**Q:** What sizes should I remember for GaN under pressure?

**A:** Near zero pressure, one gigapascal takes about 0.6 % off the volume and 0.2 % off each edge of the cell. It raises the enthalpy by about 0.07 eV per atom. Compression by a fifth of the volume takes 60 GPa, far more than the first of these figures suggests.

Wurtzite GaN (4-atom cell, a = 3.218 Å, c = 5.243 Å at zero pressure), with cell and atoms relaxed at each hydrostatic pressure, keeping the symmetry, at zero temperature. Ansatz 0.2.0, plane-wave PAW, scalar-relativistic PBE, no spin polarisation, cutoff 420 eV, k mesh 12×12×6 at zero pressure. Changes are relative to the zero-pressure cell; negative pressure means tension.

```
pressure (GPa)  volume change (%)  enthalpy change (eV/atom)  a change (%)  c change (%)
            -3               1.85                     -0.222          0.61          0.62
             0               0.00                      0.000          0.00          0.00
             3              -1.70                      0.218         -0.57         -0.57
             8              -4.14                      0.575         -1.40         -1.40
            15              -7.13                      1.059         -2.44         -2.43
            30             -12.25                      2.052         -4.28         -4.23
            60             -19.50                      3.899         -7.04         -6.85
```

**Q:** At 0.6 % per gigapascal, 60 GPa should remove more than a third of the volume. Why does it remove only 19.5 %?

**A:** Mainly because the crystal stiffens as it shrinks. The loss per gigapascal falls in every interval of the table, from 0.61 % in the first to 0.24 % in the last. Part of that fall is mere arithmetic, since each loss is taken from a volume already reduced: even at constant stiffness, 60 GPa would remove only about 29 %. The bulk modulus $B$ leaves this part out. It is the pressure needed per unit of relative volume change, counted on the volume that remains. Its mean value over an interval rises from 165 to 348 GPa, so it more than doubles along the series.

**Q:** What makes a crystal stiffer when the bonds are the same ones as before?

**A:** The bonds are the same, but they are shorter, and a short bond resists more. Two tendencies balance in a Ga–N bond. Electrostatic attraction and covalent bonding pull the atoms together. The Pauli principle pushes them apart: electrons forced into the same region must take up more sharply varying orbitals, which costs kinetic energy.

At zero pressure the two forces cancel. On compression both grow, but the repulsion grows faster, which leaves a net force that resists. The repulsion also steepens more than the attraction as the atoms approach, so each further step of the same size adds more force than the one before. That is the stiffening. This is the standard explanation from theory; the table shows the stiffening itself, not the two contributions.

**Q:** Could the bonds not simply be springs of constant stiffness, with the crystal stiffening because it gets smaller?

**A:** That happens too, but it is the smaller part. As the cell shrinks, the same force acts on a smaller area and counts as a higher pressure. For ideal springs the change of size, all its effects taken together, at first raises $B$ by 1 GPa for each gigapascal applied. The calculation gives an initial rise of about 4.4, so most of the stiffening must come from the bonds departing from spring behaviour.

**Q:** Can I turn the balance of attraction and repulsion into a formula?

**A:** Yes, with one simple choice. Let $V_0$ be the volume at zero pressure, $V$ the volume under pressure, and $x=(V_0/V)^{1/3}$ the factor by which the bonds have shortened. Let the attraction go as $-2x^2$ and the repulsion as $x^4$. Apart from a constant, the energy is then

$$E = C\,(x^2-1)^2 ,$$

with its minimum at $x=1$. Pressure is the slope $P=-\mathrm{d}E/\mathrm{d}V$, and $x$ changes with volume as $\mathrm{d}x/\mathrm{d}V=-x^4/(3V_0)$. Matching the slope of $P$ at $x=1$ to the bulk modulus $B_0$ at zero pressure fixes $C=\tfrac{9}{8}B_0V_0$ and gives

$$P=\tfrac{3}{2}B_0\,(x^7-x^5).$$

This is the second-order Birch–Murnaghan law. In it $B$ starts to rise by 4 GPa per gigapascal. The exponents are a convenient shorthand for "repulsion is steeper", not a measured force law.

**Q:** Show me that it works on the hardest row.

**A:** We need only $B_0$, and the two rows at −3 and 3 GPa give 171.7 GPa. At 60 GPa the volume has fallen to 0.805 of its starting value, so $x=(1/0.805)^{1/3}=1.075$. Then $x^7-x^5=1.659-1.436=0.223$, and

$$P=1.5\times171.7\times0.223\approx57\ \text{GPa}.$$

That is about 4 % below the target pressure, for a row that had no part in setting $B_0$. The pressure actually reached in this row is 59.967 GPa, so using the target makes no real difference. A constant bulk modulus would give only 37 GPa for the same volume.

**Q:** Where does the remaining 4 % come from?

**A:** Mostly from the calculated crystal stiffening slightly faster than the formula assumes. About a tenth of the gap comes from $B_0$ itself, which the fit below puts at 172.5 GPa rather than 171.7. If the initial rise of $B$ is left free and the law is fitted to the six rows from −3 to 30 GPa, it comes out at about 4.4 instead of 4. That version then gives 60.2 GPa for the volume of the last row, which was outside the fit. The output after this text sets the one-constant law beside a constant bulk modulus, row by row.

**Q:** How would I use this for a related crystal?

**A:** Start from its bulk modulus, because the formula depends on pressure only through $P/B_0$. Bending of the volume curve becomes plain once $4P$ is a sizeable part of $B_0$. In GaN at 15 GPa that part is $4\times15/172$, or about a third. A softer crystal with similar bonding should reach the same stage at a lower pressure, as long as its structure survives.

For absolute values, remember that PBE tends to make such crystals slightly too large and too soft. The real $B_0$ of GaN is therefore probably higher than the one used here. Zero-point motion, which the calculation leaves out, lowers the real value a little, but usually by less.

**Q:** If the crystal stiffens so much, why is the enthalpy almost a straight line?

**A:** Because the slope of the enthalpy is the volume, not the compressibility. With $H=E+PV$ and $\mathrm{d}E=-P\,\mathrm{d}V$, the volume terms cancel and leave $\mathrm{d}H=V\,\mathrm{d}P$. The slope can therefore fall only as far as the volume does, which is by a fifth over 60 GPa. Had the volume stayed at its starting value, the enthalpy would have risen by 4.40 eV per atom; the table has 3.90.

**Q:** Is all that energy stored in the squeezed bonds?

**A:** Only about a tenth of it. At 60 GPa the $PV$ term makes up 3.54 eV per atom and the rise in internal energy 0.35. The first contains the full pressure times the whole remaining volume. The second is the work of compression, which involves only the volume lost, at a pressure that had to build up from zero.

**Q:** Then what does the negative enthalpy at −3 GPa mean? Is stretched GaN more stable?

**A:** No. Its internal energy is higher than at zero pressure, by about 0.002 eV per atom, as it must be on either side of a minimum. The enthalpy is negative because $PV$ changes sign with the pressure. Enthalpies decide between structures at the same pressure; comparing them at different pressures does not rank stability.

**Q:** That row also changes the volume by 1.85 %, while 3 GPa of compression gives only 1.70 %. Is it an outlier?

**A:** It belongs to the same curve. Pulling lengthens the bonds and softens them, just as pushing shortens and stiffens them, so equal pulls and pushes have unequal effects. The pressures actually reached in these two rows overshoot their targets by 1 to 2 %. The push overshoots more than the pull (3.07 against 3.03 GPa), which narrows the difference rather than causing it.

**Q:** GaN has a hexagonal cell. Why do $a$ and $c$ shrink almost equally?

**A:** The bonds form a nearly regular tetrahedral network. In the cubic zincblende form of such a network, symmetry makes the shortening equal in all directions. Wurtzite stacks nearly the same tetrahedra in another order, so we expect it to come close to this. Up to 15 GPa the two changes agree within the rounding of the table.

**Q:** But at 60 GPa they no longer do.

**A:** There $a$ has shrunk by 7.04 % and $c$ by 6.85 %, so $c/a$ has risen by 0.2 %, from 1.629 to 1.633. The second figure is close to $\sqrt{8/3}$, the ratio for ideally stacked regular tetrahedra, although $c/a$ alone does not show that the tetrahedra have become regular. A hint of this appears at 30 GPa, where slightly uneven stress left in the cell may account for part of the small difference. At 60 GPa the stress is even to within 0.004 GPa, so it cannot explain the change. Nor does the bond along $c$ hold out better than the others: in the relaxed cell it has shortened by about 7.1 %, the three slanting ones by about 6.9 %. On its own that would lower $c/a$. The rise therefore comes from the bond angles: the slanting bonds have turned slightly towards $c$.

**Q:** Would a real crystal at 60 GPa look like that row?

**A:** Probably not. GaN is known to change to the denser rocksalt structure at very roughly 40 to 50 GPa. The calculation kept the wurtzite symmetry, so the row describes wurtzite beyond the range where it is likely to be stable. For the same reason it cannot show whether the squeezed cell would distort into a less symmetric one. Its smooth place on the curve shows how this network stiffens, not that the network would survive.

The analysis program printed:

```
Interval from the row above to this row:
  row  volume loss in % per GPa  mean bulk modulus in GPa  its rise per GPa  mean volume in A^3/atom  enthalpy slope in A^3/atom
    0                    0.6101                     165.4               n/a                    11.87                       11.86
    3                    0.5555                     178.5             4.288                    11.66                       11.64
    8                    0.4943                     196.4             4.482                    11.41                       11.44
   15                    0.4269                       221             4.123                     11.1                       11.08
   30                    0.3412                     264.6             3.959                    10.62                       10.61
   60                    0.2417                     347.8             3.698                    9.891                       9.864
Bulk modulus from the rows at -3 and 3 GPa, in GPa: 171.7
Volume loss per GPa, first interval over last: 2.524
fit of preal on 6 rows (pressure_series < 50): coefficient of t1 172.5 +/- 0.13, coefficient of t2 62.73 +/- 2.2; rms 0.00596, worst -3 -0.0108, leave-one-out rms 0.0287
  rows outside the fit (model, value, miss): 60 60.24, 60, 0.243
Initial rise of bulk modulus with pressure, from this fit: 4.364
Laws and parts:
  row  one-constant law in GPa  constant stiffness in GPa  PV in eV/atom  internal energy rise in eV/atom  the same from one-constant law  c/a change in %
   -3                   -3.035                     -3.148        -0.2242                         0.002238                        0.002092         0.009939
    0                        0                          0              0                                0                               0                0
    3                    3.047                      2.945         0.2164                         0.001578                        0.001874                0
    8                    7.902                      7.261         0.5628                           0.0122                         0.01159                0
   15                    14.73                       12.7          1.022                          0.03667                         0.03623          0.01025
   30                    29.15                      22.44          1.932                           0.1201                          0.1175          0.05224
   60                    57.53                      37.25          3.545                           0.3543                          0.3432           0.2044
Volume change at 60 GPa by the one-constant law, in %: -20.01
Volume change at 60 GPa at constant bulk modulus, in %: -29.49
Enthalpy rise at 60 GPa if the volume never shrank, in eV/atom: 4.403
Internal energy as share of the enthalpy rise at 60 GPa, in %: 9.088
Rough gap between a and c changes from uneven stress at 30 GPa, in points: 0.01353
```
